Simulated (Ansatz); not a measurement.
A series in volume per atom on SnPt₃

Periodic Kohn-Sham DFT of a crystal at fixed atoms; pressure and stress are positive in compression; the energy is the free energy less that of spherical unpolarised free atoms; site moments are those in the method's own spheres, positive along +z. The results are calculated, by Ansatz 0.2.0.

Cell of the first row (space group Pm-3m, No. 221):
```
CELL_PARAMETERS angstrom
3.91830 0.00000 0.00000
0.00000 3.91830 0.00000
0.00000 0.00000 3.91830
ATOMIC_POSITIONS crystal
Sn 0.00000 0.00000 0.00000
Pt 0.00000 0.50000 0.50000
Pt 0.50000 0.00000 0.50000
Pt 0.50000 0.50000 0.00000
```

Settings of every row: method all-electron LAPW; functional LDA; relativity scalar; k mesh 8x8x8; filling fermi-dirac; smearing width 0.05 eV; basis error target 0.5 meV/atom; nucleus gaussian.

Atom start moment: 0 on all atoms.

Limits: no spin-orbit coupling on heavy atoms.

```csv
row,volume per atom (Å³),pressure (GPa),energy less free atoms (eV/atom)
1,15.04,12.914,-7.1408
2,15.36,6.696,-7.1603
3,15.68,?,?
4,15.84,-1.261,-7.168
5,16,-3.591,-7.1656
6,16.16,-5.774,-7.1609
7,16.32,-7.819,-7.1541
8,16.64,-11.529,-7.1347
9,16.96,-14.777,-7.1084
```

Question: what pressure and energy less free atoms should row 3 give?

Worked fit of pressure. Take u = (V_r/V)^(2/3) − 1 with V_r = 16.08 Å³ an atom, which is twice the finite (Eulerian) strain; such expansions in the strain, on which the Birch-Murnaghan equation of state is built, carry the rest volume and the bulk modulus. The shown rows have u = 0.04558, 0.03101, 0.01008, 0.00333, -0.0033, -0.00983, -0.02256, -0.0349. Least squares give pressure = −4.7006 + 329.045 × u + 1200.36 × u² + 1298 × u³ GPa; a parabola predicts inner rows, each left out in turn, worse (root mean square 0.02 against 0.0013 GPa). The rows lie off it by 0.000, 0.000, 0.000, 0.001, -0.001, 0.001, -0.001, 0.000. The pressure vanishes at u = 0.0136, or V = 15.76 Å³ an atom, and there the bulk modulus at fixed shape and fractions is B = −V dP/dV = (2/3)(1 + u) dP/du = 245 GPa. The withheld row has u = 0.01694, so the fit gives −4.7006 + 329.045 × (0.01694) + 1200.36 × (0.01694)² + 1298 × (0.01694)³ = 1.224 GPa.

The calculation gave 1.223 GPa. The fit lies 0.001 GPa (0.0036 % of the column's range) above it, one unit of the last digit.

Worked fit of energy less free atoms. Take u = (V_r/V)^(2/3) − 1 with V_r = 16.08 Å³ an atom, which is twice the finite (Eulerian) strain; such expansions in the strain, on which the Birch-Murnaghan equation of state is built, carry the rest volume and the bulk modulus. The shown rows have u = 0.04558, 0.03101, 0.01008, 0.00333, -0.0033, -0.00983, -0.02256, -0.0349. Least squares give energy less free atoms = −7.16351 − 0.7084 × u + 25.61 × u² + 18.9 × u³ eV/atom; a parabola predicts inner rows, each left out in turn, worse (root mean square 0.00029 against 2.6e-05 eV/atom). All shown rows lie on it to the printed digit. Its lowest point lies at u = 0.0136, or V = 15.76 Å³ an atom, and the curvature there gives the bulk modulus at fixed shape and fractions, B = (4/9)(1 + u)² E″(u)/V = 245 GPa. The withheld row has u = 0.01694, so the fit gives −7.16351 − 0.7084 × (0.01694) + 25.61 × (0.01694)² + 18.9 × (0.01694)³ = -7.1681 eV/atom.

The calculation gave -7.168 eV/atom. The fit lies 0.0001 eV/atom (0.17 % of the column's range) below it, one unit of the last digit.
